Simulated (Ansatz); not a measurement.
## Al (Fm-3m), a vibration from a frozen displacement

Computed with DFT PBEsol+D3(BJ), scalar-relativistic, plane waves, PAW (Ansatz 0.2.0). The runs took a 420 eV cutoff, a Γ-centred 14×14×14 mesh and Gaussian smearing (0.15 eV). No spin polarisation. Energies are free energies at this smearing, counted from the undisturbed cell; pressure is positive in compression.

Zero of the scan (relaxed at this level):

```yaml
crystal:
  lattice:
    - [-3.96256, 3.96256, 0.00000]
    - [-3.96256, 0.00000, 3.96256]
    - [0.00000, 3.96256, 3.96256]
  atoms:
    - { symbol: Al, position: [0.00000, 0.00000, 0.00000] }
    - { symbol: Al, position: [0.50000, 0.00000, 0.00000] }
    - { symbol: Al, position: [0.00000, 0.50000, 0.00000] }
    - { symbol: Al, position: [0.00000, 0.00000, 0.50000] }
    - { symbol: Al, position: [0.50000, 0.50000, 0.00000] }
    - { symbol: Al, position: [0.50000, 0.00000, 0.50000] }
    - { symbol: Al, position: [0.00000, 0.50000, 0.50000] }
    - { symbol: Al, position: [0.50000, 0.50000, 0.50000] }
```

Atom 1 (Al) is moved by x along the Cartesian unit vector (0.000, 1.000, 0.000); the cell and all other atoms stay fixed. The cell's volume is 124.44 Å³; the moved atoms weigh 26.982 u together and the others 188.871 u. Some rows repeat others by symmetry and weren't run.

| x (Å) | ΔE (meV/cell) | total force on the moved atoms along the move (eV/Å) | pressure (GPa) |
| --- | --- | --- | --- |
| -0.2000 | 112.45 | 1.1369 | 0.4546 |
| -0.1667 | 77.86 | 0.9414 | 0.3151 |
| -0.1333 | 49.64 | 0.7486 | 0.2006 |
| -0.1000 | 27.88 | 0.5591 | 0.1118 |
| -0.0667 | 12.38 | 0.3718 | 0.0483 |
| -0.0333 | 3.08 | 0.1852 | 0.0101 |
| 0.0000 | 0.00 | 0.0000 | -0.0026 |
| 0.0333 | 3.08 | -0.1852 | 0.0101 |
| 0.0667 | 12.38 | -0.3718 | 0.0483 |
| 0.1000 | 27.88 | -0.5591 | 0.1118 |
| 0.1333 | 49.64 | -0.7486 | 0.2006 |
| 0.1667 | 77.86 | -0.9414 | 0.3151 |
| 0.2000 | 112.45 | -1.1369 | 0.4546 |

Task: What frequency belongs to this motion?

Result: The force constant is k = −dF/dx = 5.562 eV/Å², from the parabola through x = -0.0333, 0 and 0.0333. In every cell the moved atoms swing against the rest, so the mass is μ = m₁m₂/(m₁ + m₂) = 23.609 u, and ν̃ = 521.5 cm⁻¹ × √(|k|/μ) = 253 cm⁻¹. The pattern needn't be a normal mode: ν̃² is then a weighted mean of the squared nonzero frequencies at the zone centre of this cell, so it lies between the lowest and the highest of them.

Task: How far does the harmonic law reach?

Result: At x = -0.200 Å, kx²/2 = 111.23 meV against the computed 112.45 meV (+1.1 %): the well is still close to harmonic there.

Task: The pressure changes with x². What does that say about the frequency under compression?

Result: With E = k(V)x²/2, k ∝ V^(−2γ) and x scaling with the cell as V^(1/3), P − P0 = −∂E/∂V = (2γ − 2/3) ΔE/V. At x = 0.0667 Å, V(P − P0) = 124.44 × 0.05088 / 160.2 eV = 39.52 meV and ΔE = 12.38 meV, so γ = 1/3 + V(P − P0)/(2ΔE) = 1.93. This is the Grüneisen parameter of the motion under uniform scaling of the cell: shrinking the cell evenly by 1 % in volume raises the frequency by about 1.93 %.

In a metal these slopes depend on the k mesh and the smearing.

Cost: 7 runs of about 2.2 core-minutes in all, on Intel Xeon 6975P-C (Granite Rapids) (shared hosts).

The motion at 253 cm⁻¹ is a stiff, nearly harmonic rattle of one aluminium atom against its neighbours. Inversion symmetry at the site removes the odd terms in the energy, so the slight hardening at larger displacement comes from even terms, chiefly the quartic one. The restoring force reflects repulsion between ion cores screened by nearly free electrons. Compression brings the ions closer and steepens this interaction, which accounts for the positive Grüneisen parameter of 1.93.

The relaxed cubic lattice constant, 3.96256 Å, is clearly shorter than that of real aluminium. A likely cause is the pairwise dispersion term, which can overbind a metal because it largely misses screening by the conduction electrons. Given the positive Grüneisen parameter, the frequency is therefore probably too high for the metal at its true volume.

In this cell the motion samples only zone-boundary phonons of the primitive lattice, so neither the sound velocities nor the thermodynamic Grüneisen parameter that governs thermal expansion follows from it.
